### Why does CCSD beat CCSD(T) for the ionisation energy of P₂H₄?

**Question**

I am looking at the energy needed to take one electron from diphosphane, P₂H₄, with the atoms held fixed. The table compares several levels of theory with the best coupled-cluster value.

Vertical ionisation energy of P₂H₄, from the neutral singlet (RHF determinant) to the cation doublet (UHF determinant), at the PBE0/def2-SVP geometry of the neutral. Calculated with Ansatz 0.2.0 and AFQMC (own program) afq 1, in the def2-TZVP basis with frozen cores. The statistical noise doesn't include the bias of the phaseless constraint.

```
         level  this level less the reference (CCSDT(Q), same basis) (meV)  statistical noise, one standard error (meV)
            HF                                                      -868.0                                        0.000
           MP2                                                        84.0                                        0.000
          CCSD                                                         0.0                                        0.000
       CCSD(T)                                                        17.0                                        0.000
         CCSDT                                                         2.0                                        0.000
 ph-AFQMC/CISD                                                        10.0                                        8.000
released AFQMC                                                        15.0                                       12.000
```

I had learnt that these methods form a ladder: Hartree–Fock (HF), then MP2, then CCSD, then CCSD(T), then CCSDT. Here the ladder seems to have its rungs out of order. HF is far too low, MP2 is too high, CCSD is on the spot, and adding triples in CCSD(T) makes the result worse. Is CCSD really the better method for this molecule, and what should I make of the two AFQMC rows?

**Answer**

CCSD isn't the better method here. The ladder is in order for each of the two states; it only looks disordered in their difference. An ionisation energy is the energy of the cation less that of the neutral molecule, so its error is

error of the gap = error of the cation − error of the neutral.

The total energies of the neutral come from the same calculations, and adding the gap errors of the table to their errors gives those of the cation. This split is exact arithmetic and explains nothing by itself, but it shows where to look. The printed analysis after this answer lists both states level by level.

**HF: the neutral has more to lose**

HF lets each electron feel only the average field of the others. It leaves out correlation, the way in which electrons avoid one another from moment to moment, and so it puts both states too high. The neutral lies 9981 meV above the reference and the cation 9113 meV. The neutral suffers more, so the step up to the cation looks too small, by 868 meV. Each state has its own optimised orbitals, so the cause isn't a failure to let the orbitals adjust to the lost electron.

Helium shows the reason in its simplest form. Its two electrons share one orbital and avoid each other, while He⁺ has a single electron and no correlation at all. HF therefore puts the ionisation energy of helium too low by the whole correlation energy of the pair, roughly 1 eV as a recalled figure. In P₂H₄ the electron is expected to leave an orbital built mainly from the phosphorus lone pairs, and its former partner stays behind alone. The likeness ends there, because the cation of P₂H₄ still has thirteen correlated electrons and keeps most of its correlation energy.

The helium picture can be turned into an estimate with nothing fitted. The neutral molecule has fourteen correlated electrons, or seven pairs. If ionisation destroyed one pair's equal share of the correlation energy, HF would be too low by 9981/7 ≈ 1426 meV. The sign and the order of magnitude are right, but the value is more than one and a half times the computed 868 meV. An equal share is what an average electron would take with it if the correlation among the others stayed as it was. The estimate can therefore be too large for two reasons: the departing electron may be less correlated than the average one, and the electrons that stay may gain correlation once their orbitals have adjusted and a hole is open to them. The total energies don't tell these two apart.

**CCSD: two equal errors**

CCSD treats correlated motions of two electrons thoroughly, but includes three-electron motions only as products of simpler ones. The genuine three-electron part, called triples, is absent. Mainly for this reason, CCSD puts the neutral 460 meV above the reference, and the cation 460 meV as well. The difference is zero to the precision of the table, although neither state is described to anything like that precision.

Why should the two errors be so similar? Ionisation removes every triple excitation that involves the departed electron, which by itself would make triples less important in the cation. It also leaves a half-empty orbital into which other electrons can be excited, and this opens new ways to correlate. The two effects oppose each other, so some cancellation is to be expected. Nothing in the theory demands that it be complete, and the perfect score of CCSD is best read as good fortune for this molecule in this basis.

**CCSD(T): better states, worse difference**

CCSD(T) adds the triples by perturbation theory, as a single correction on top of CCSD. CCSDT instead solves for them together with the simpler excitations. The full treatment lowers the neutral by 438 meV and the cation by 436 meV, so triples hardly change the gap when they are done properly. Both states move much closer to the reference, and CCSDT ends only 2 meV off for their difference.

The perturbative correction finds most of this lowering, but not quite all. It falls short by 40 meV in the neutral and by 55 meV in the cation. The cation is thus left about 15 meV too high relative to the neutral. Together with the 2 meV by which CCSDT itself differs from the reference, this makes up the error of 17 meV. CCSD(T) has removed most of a large error from each state, but has brought in a small imbalance that CCSD doesn't show.

**MP2 leans the same way**

MP2 is perturbation theory too, applied directly to the HF state. It recovers 83% of the correlation energy of the neutral but only 80% of that of the cation. Since the cation gets too little, the gap comes out too large, by 84 meV. So both levels that end in a perturbative correction short-change the cation, while the two that solve for all their excitations together, CCSD and CCSDT, treat the states almost evenly.

Theory offers a reason for this lean. Low-order perturbation theory works best when the starting state is well separated from its competitors and the excitations hardly influence one another. The closed-shell neutral comes close to that ideal, whereas the hole in the cation brings other arrangements of the electrons nearer in energy. A second possibility is that the starting determinant of the cation, in which up and down spins have separate orbitals, isn't a pure doublet; such spin contamination is known to slow perturbation theory down. Neither reason has been tested for this cation.

**The AFQMC rows don't decide the matter**

AFQMC samples the correlated state with random walkers, so its results carry statistical noise. The phaseless version keeps the walk stable by a constraint guided by a trial state, here of CISD type; the released version lets the constraint go. Their gaps lie 10 and 15 meV above the reference, and each of these deviations is only 1.25 standard errors. They are compatible with zero, with each other, and with both CCSD and CCSD(T).

The order of the two rows therefore needs no physical cause. In particular, it doesn't show that releasing the constraint does harm. The noise printed for the phaseless row doesn't include the bias of its constraint, so a small bias could be present without being seen. Nor is the released row an independent confirmation of the reference, because CCSDT(Q) was accepted as the reference only on condition that the two agreed within a few tens of meV.

**How to read such a ladder elsewhere**

For another closed-shell molecule that loses one electron of a pair, the helium argument suggests the sign of the HF error: the ionisation energy is likely to come out too low. It isn't a strict rule, because a cation that gains strong new correlation through its hole could reverse the sign. The later rungs depend on how evenly a method treats the two states, and their errors can't be foretold from the quality of either state alone. An error near zero deserves more trust if the separate states are close to the reference too, because it then leans less on cancellation. CCSDT meets that test here, with both states within about 25 meV, and CCSD doesn't. Even then, "close" refers to the best coupled-cluster value in the same basis with frozen cores, and not to a measured ionisation energy.

Numerical output:

```
HF ionisation energy, eV: 8.231
share of the reference ionisation energy missing in HF, percent: 9.54
neutral above CCSDT(Q) at HF, meV: 9981
cation above CCSDT(Q) at HF, meV: 9113
neutral above CCSDT(Q) at MP2, meV: 1737
cation above CCSDT(Q) at MP2, meV: 1821
share of neutral correlation energy recovered by MP2, percent: 82.59
share of cation correlation energy recovered by MP2, percent: 80.01
rise of the gap from HF to MP2, meV: 952
neutral above CCSDT(Q) at CCSD, meV: 460.1
cation above CCSDT(Q) at CCSD, meV: 460.1
lowering of the neutral by full triples (CCSD to CCSDT), meV: 438.3
lowering of the cation by full triples (CCSD to CCSDT), meV: 436.3
lowering of the neutral by perturbative triples (CCSD to CCSD(T)), meV: 398.6
lowering of the cation by perturbative triples (CCSD to CCSD(T)), meV: 381.6
part of the full triples missed by (T) in the neutral, meV: 39.7
part of the full triples missed by (T) in the cation, meV: 54.7
neutral above CCSDT(Q) at CCSDT, meV: 21.8
cation above CCSDT(Q) at CCSDT, meV: 23.8
phaseless AFQMC gap error in standard errors: 1.25
released AFQMC gap error in standard errors: 1.25
released less phaseless AFQMC gap, meV: 5
```
